**Lecturer:** The page you brought ends in a negative mass shift of the electron, $\delta m^2=-0.1454\,m^2$, and that result is wrong. One line of it is faulty. We go through it as written and then find the line. State your conventions.

**Student:** Every mass symbol stands for $mc^2$ and every momentum for $pc$, so all of them are energies in joules, and the squared coupling is $4\pi\alpha$ with $\alpha=e^2/4\pi\varepsilon_0\hbar c$. The metric is $(+,-,-,-)$, the gauge is Feynman's, and $\bar uu=2m$. I start from

$$\frac{1}{q^2-\lambda^2}=\frac{1}{2\omega}\left[\frac{1}{q_0-\omega}-\frac{1}{q_0+\omega}\right],\qquad \omega=\sqrt{\mathbf q^2+\lambda^2}.\tag{1}$$

Doing the energy integrals turns a diagram with $n$ vertices into $n!$ time orderings. In each, all lines are on the mass shell, three-momentum is conserved, each internal line gives $1/2E$, and each intermediate state gives $1/(E_{\rm in}-E_{\rm state})$.

**Lecturer:** Apply that to positronium.

**Student:** The electron goes from $p_1$ to $p_1'$, the positron from $p_2$ to $p_2'$, and $\mathbf q=\mathbf p_1-\mathbf p_1'$. If the electron emits first, the denominator is $E-E_1'-\omega-E_2$. If the positron emits first, it is $E-E_1-\omega-E_2'$. On the energy shell these are $q_0-\omega$ and $-q_0-\omega$ with $q_0=E_1-E_1'$, the two terms of (1). Now let the total momentum $P$ along the third axis grow. A line with longitudinal momentum $x_iP$ has $E_i\simeq|x_i|P+(k_{\perp i}^2+m_i^2)/2|x_i|P$, and $\sum x_i=1$. If all $x_i>0$, the terms of order $P$ cancel and

$$\frac{1}{E_{\rm in}-E_{\rm state}}\to\frac{2P}{s-\sum_i(k_{\perp i}^2+m_i^2)/x_i}.\tag{2}$$

If one fraction is negative the denominator is of order $P$, and the ordering is down by $1/P^2$ when the vertices are constants. Those are Weinberg's rules of 1966. With electron fractions $x$, $x'$, $y=x-x'>0$ and $s=M^2$, the first ordering gives $1/yD$,

$$D=M^2-\frac{k_\perp'^2+m^2}{x'}-\frac{q_\perp^2+\lambda^2}{y}-\frac{k_\perp^2+m^2}{1-x},$$

and the second gives $-1/4y^2P^2\to0$. For $y<0$ they trade places.

**Lecturer:** All correct so far. The spinor numerator is an invariant built from four forward-moving particles, about $4p_1\!\cdot p_2\simeq4m^2$, so it does not grow with $P$. On shell $yD=q^2-\lambda^2$, which for $\lambda=0$ is $-\mathbf q^2$ of the rest frame, and dividing by $(2m)^2$ leaves the Coulomb kernel $-4\pi\alpha/\mathbf q^2$. The off-shell part of $yD$, the retardation, is of order $y\,\alpha^2m^2$ with $y\sim\alpha$, one power of $\alpha$ below $\mathbf q^2\sim\alpha^2m^2$. With reduced mass $m/2$ the leading binding energy is $\alpha^2m/4=1.090\times10^{-18}$ J, or $6.803$ eV. Go on.

**Student:** The same photon can return to the electron that emitted it. That is a loop, again with two orderings. The electron has $(E,\mathbf p)$, the photon $\mathbf k$ and $\omega$, the inner fermion $\mathbf l=\mathbf p-\mathbf k$ and $E_l$. With $\gamma^\mu(\not l+m)\gamma_\mu=-2\not l+4m$ and $\bar u\gamma^\mu u=2p^\mu$, and $\delta m^2=2E\,\delta E$,

$$\delta m^2=4\pi\alpha\int\!\frac{d^3k}{(2\pi)^3}\frac{1}{4\omega E_l}\left[\frac{4p\cdot l-8m^2}{E-E_l-\omega}+\frac{4p\cdot\tilde l+8m^2}{E+E_l+\omega}\right].$$

Here $l=(E_l,\mathbf l)$, and $\tilde l=(E_l,-\mathbf l)$ is the positron of the Z ordering, in which the vacuum makes pair and photon first. Using $2p\cdot l=2m^2-\lambda^2-(E-E_l)^2+\omega^2$ and the same with $E_l\to-E_l$ for $-\tilde l$, the integrand becomes

$$\frac{4m^2+2\lambda^2}{4\omega E_l}\left[\frac{1}{E_l+\omega-E}+\frac{1}{E_l+\omega+E}\right]+\frac1\omega-\frac1{E_l}.\tag{3}$$

The integral diverges, so I use Pauli–Villars photons, $\sum_ic_i(\dots)_{\lambda_i}$ with $c=(1,-2,1)$ and $\lambda_i^2=(0,\Lambda^2,2\Lambda^2)$, which gives $\sum c_i=0$ and $\sum c_i\lambda_i^2=0$. I chose $\Lambda=10\,m$ for the numbers. It changes the exchange by the contact term $+6\pi\alpha\,\delta^3(\mathbf r)/\Lambda^2$, a fraction $3\alpha^2m^2/\Lambda^2=1.6\times10^{-6}$ of the binding.

Then my three lines. (A) Put $k_3=zP$, $d^3k=P\,dz\,d^2k_\perp$, and let $P\to\infty$ at fixed $z$ and $k_\perp$. The bracket of (3) has a constant numerator, so only the forward ordering with $0<z<1$ survives, and by (2) it gives

$$\frac{\alpha}{4\pi}\int_0^1\!dz\int_0^\infty\!dk_\perp^2\,\frac{4m^2+2\lambda^2}{k_\perp^2+\Delta},\qquad \Delta=z^2m^2+(1-z)\lambda^2.$$

(B) The remainder tends to $P(1/\omega-1/E_l)\to1/|z|-1/|1-z|$. That has no $\lambda$ in it, so $\sum c_i=0$ removes it. (C) The $k_\perp$ integral of (A) gives

$$\delta m^2_{\rm wrong}=-\frac{\alpha}{4\pi}\sum_ic_i\,(4m^2+2\lambda_i^2)\int_0^1\!dz\,\ln\frac{\Delta_i}{m^2}=-62.58\,\frac{\alpha m^2}{\pi}=-0.1454\,m^2.\tag{4}$$

I did not simply throw the Z ordering away. I know that spinor numerators grow with $P$, and I kept what survives. So I do not see the fault.

**Lecturer:** Before looking for it, set $m=0$ in (4).

**Student:** The scale in the logarithm drops out by the two sum rules. Then $\ln\Delta_i=\ln\lambda_i^2+\ln(1-z)$, the second piece goes with $\sum c_i\lambda_i^2=0$, and what remains is $-(\alpha/2\pi)\sum c_i\lambda_i^2\ln\lambda_i^2=-(\alpha\ln2/\pi)\Lambda^2$.

**Lecturer:** A massless electron acquires a negative squared mass that grows as $\Lambda^2$. That is the symptom. At $m=0$ the self-energy contains an odd number of $\gamma$ matrices, so Lorentz covariance makes it a multiple of $\not p$, and the pole stays at $p^2=0$. Heavy photons do not change that count. The mass shift has to vanish with $m$. The covariant calculation shows it. With Feynman parameter $z$ the shift $k\to k+zp$ turns the numerator $-4p\cdot l+8m^2$ into $4m^2(1+z)$, and

$$\delta m^2=-\frac{\alpha m^2}{\pi}\sum_ic_i\int_0^1\!dz\,(1+z)\ln\frac{\Delta_i}{m^2}=+6.732\,\frac{\alpha m^2}{\pi}=+0.01564\,m^2.\tag{5}$$

**Student:** Then perhaps time-ordered theory is simply not the covariant theory once loops diverge.

**Lecturer:** Test it. Put $P=0$ in your own (3), sum over the three photons, and do the radial integral numerically. It returns $6.732$ in the same unit. The orderings are sound. The fault lies in the limit, and it is line (B).

**Student:** I object. With two sum rules the integral converges at every $P$. And the limit in (B) is right at every $z\neq0,1$.

**Lecturer:** Both statements are true, and they do not give you the exchange of limit and integral. The term $1/E_l$ has no $\lambda$ at any $P$, so it cancels legitimately. The term $1/\omega$ loses its $\lambda$ only in the limit, and its limit $\int dz/|z|\int d^2k_\perp$ diverges. You cancelled three divergent integrals after erasing the mass that governed their differences. Do the integral first. It does not even contain $P$.

**Student:** Transverse part first, with $u=k_\perp^2$. The upper limit vanishes by the sum rules, so

$$h(k_3)=\sum_ic_i\int_0^\infty\!\frac{du}{\sqrt{k_3^2+u+\lambda_i^2}}=-2\left[|k_3|-2\sqrt{k_3^2+\Lambda^2}+\sqrt{k_3^2+2\Lambda^2}\right].$$

It is $1.17\,\Lambda$ at $k_3=0$ and falls as $\Lambda^4/2|k_3|^3$. Its area is $\int h\,dk_3=2\Lambda^2\ln2$. I get the same from the other order: $\int_{-K}^{K}dk_3/\omega\to2\ln2K-\ln(u+\lambda^2)$, and $-\sum c_i\int du\,\ln(u+\lambda_i^2)=\sum c_i\lambda_i^2\ln\lambda_i^2$.

**Lecturer:** Now write it in your variable $z$.

**Student:** The integrand is $P\,h(zP)$. At fixed $z\ne0$ it goes to zero as $\Lambda^4/2|z|^3P^2$, its height at $z=0$ grows as $P$, its width shrinks as $\Lambda/P$, and the area stays. It tends to $2\Lambda^2\ln2\;\delta(z)$.

**Lecturer:** No integrable function of $z$ bounds that family, so dominated convergence does not apply. A share of $78$ per cent of the area lies at $|k_3|<\Lambda$. These photons do not take part in the boost, and for them the expansion $\omega\simeq|z|P+\dots$ behind (2) never holds. They belong to the Z ordering, whose share of the remainder is $(E+E_l-\omega)/2\omega E_l\simeq1/\omega$ near $z=0$, while the forward share $-(E-E_l+\omega)/2\omega E_l$ is of order $1/P$ there. The lost term is

$$4\pi\alpha\,\frac{\pi}{(2\pi)^3}\,2\Lambda^2\ln2=\frac{\alpha\ln2}{\pi}\Lambda^2=69.31\,\frac{\alpha m^2}{\pi}.\tag{6}$$

**Student:** With the unrounded values, (4) plus (6) gives $6.732$, which is (5). But is line (A) not open to the same charge?

**Lecturer:** It has to be checked, and it passes. The bracket of (3) is the scalar bubble. Each of its two subtracted pieces, with weights $c_i$ and $c_i\lambda_i^2$, is at most logarithmically divergent before the sum and convergent after it, hence Lorentz invariant, and its Feynman-parameter form is $-\sum\int dz\ln\Delta_i$, which is what (A) gave. The full agreement follows from $d\Delta/dz=2zm^2-\lambda^2$:

$$\int_0^1\!dz\,(2zm^2-\lambda^2)\ln\frac{\Delta}{m^2}=\lambda^2-m^2-\lambda^2\ln\frac{\lambda^2}{m^2}.$$

Multiply by $-(\alpha/2\pi)c_i$ and sum. The left side is (5) minus (4), and the right side is $(\alpha/2\pi)\sum c_i\lambda_i^2\ln(\lambda_i^2/m^2)$, which is (6). So (4) plus (6) equals (5) for every $\Lambda$. The mended rule is to integrate at finite $P$ wherever the limiting integrand is not integrable, or to add a further heavy photon chosen so that $\sum c_i\lambda_i^2\ln\lambda_i^2=0$ as well, which makes the area of the spike zero.

**Student:** Then why did the exchange graph escape? It also has a region $|y|\lesssim q_\perp/P$ where neither ordering is negligible.

**Lecturer:** There $q_0$ is at most of order $|y|P$, the two orderings add up to about $-1/q_\perp^2$, bounded in $P$, and the limiting kernel has $yD\to-q_\perp^2-\lambda^2$ as $y\to0$, with no $1/|y|$. A bounded integrand on an interval of width $1/P$ contributes nothing. In the loop the numerator $4p\cdot\tilde l\simeq8P^2$ cancels $4E_l(E+E_l)$, and the bare measure $dk_3/\omega$ is left.

**Student:** One more objection. A mass shift is renormalised away. Why should its value matter?

**Lecturer:** Because the lost term is not a mass term as a matrix. For a slow photon $\not{\tilde l}\simeq P\gamma^+$ with $\gamma^+=\gamma^0+\gamma^3$, and $\gamma^\mu\gamma^+\gamma_\mu=-2\gamma^+$. Omitting it adds $\eta\,\gamma^+/2p^+$ to the self-energy, with $p^+=p^0+p^3$ and $\eta=-(\alpha\ln2/\pi)\Lambda^2$. Since $(\gamma^+)^2=0$ and $\{\not p,\gamma^+\}=2p^+$,

$$\left(\not p-\frac{\eta\,\gamma^+}{2p^+}\right)^2=p^2-\eta .$$

The pole moves to $p^2=m^2+\eta$ while the term proportional to the unit matrix is untouched. The counterterm $\delta m\,\bar\psi\psi$ is a unit matrix. Tune it to restore the pole and the constant term of the inverse propagator sits $|\eta|/2m$ above the pole mass, $8$ per cent here, next to a matrix that singles out the third axis. A separate non-covariant counterterm can repair that, and it is just (6) put back by hand.

**Student:** So with the counterterm fixed at its proper value (5), what does my slip do to positronium?

**Lecturer:** A constituent with fraction $x$ is shifted in energy by $\eta/2xP$. The Z denominator is of order $P$, so the binding does not affect this. By (2) the squared mass of the pair changes by $\eta/x+\eta/(1-x)\simeq4\eta$ at $x\simeq\tfrac12$, and with $M\simeq2m$

$$\Delta M=\frac{\eta}{m}=-\frac{\alpha\ln2}{\pi}\frac{\Lambda^2}{m}.$$

At $\Lambda=10\,m$ this is $-0.161\,m$, and with $m=8.187\times10^{-14}$ J it is $-1.3\times10^{-14}$ J, or $-82$ keV to first order in $\alpha$. The unexpanded threshold $2\sqrt{m^2+\eta}-2m$ gives $-86$ keV, so the statement that the approximation supports is "somewhat over 80 keV". That number belongs to this regulator and this $\Lambda$, not to positronium. Against the binding produced by the two exchange orderings the ratio is

$$\frac{|\Delta M|}{\alpha^2m/4}=\frac{4\ln2}{\pi\alpha}\frac{\Lambda^2}{m^2}\approx1.2\times10^{4}.$$

It exceeds one for every $\Lambda>0.091\,m$, hence for any regulator heavy enough to deserve the name, and it grows as $\Lambda^2$ when the regulator is removed.

**Student:** And in the mended calculation the loop gives (5), the counterterm cancels it on shell for any $\Lambda$, and the exchange is left with $M=2m-\alpha^2m/4$ at leading order, $6.803$ eV below threshold.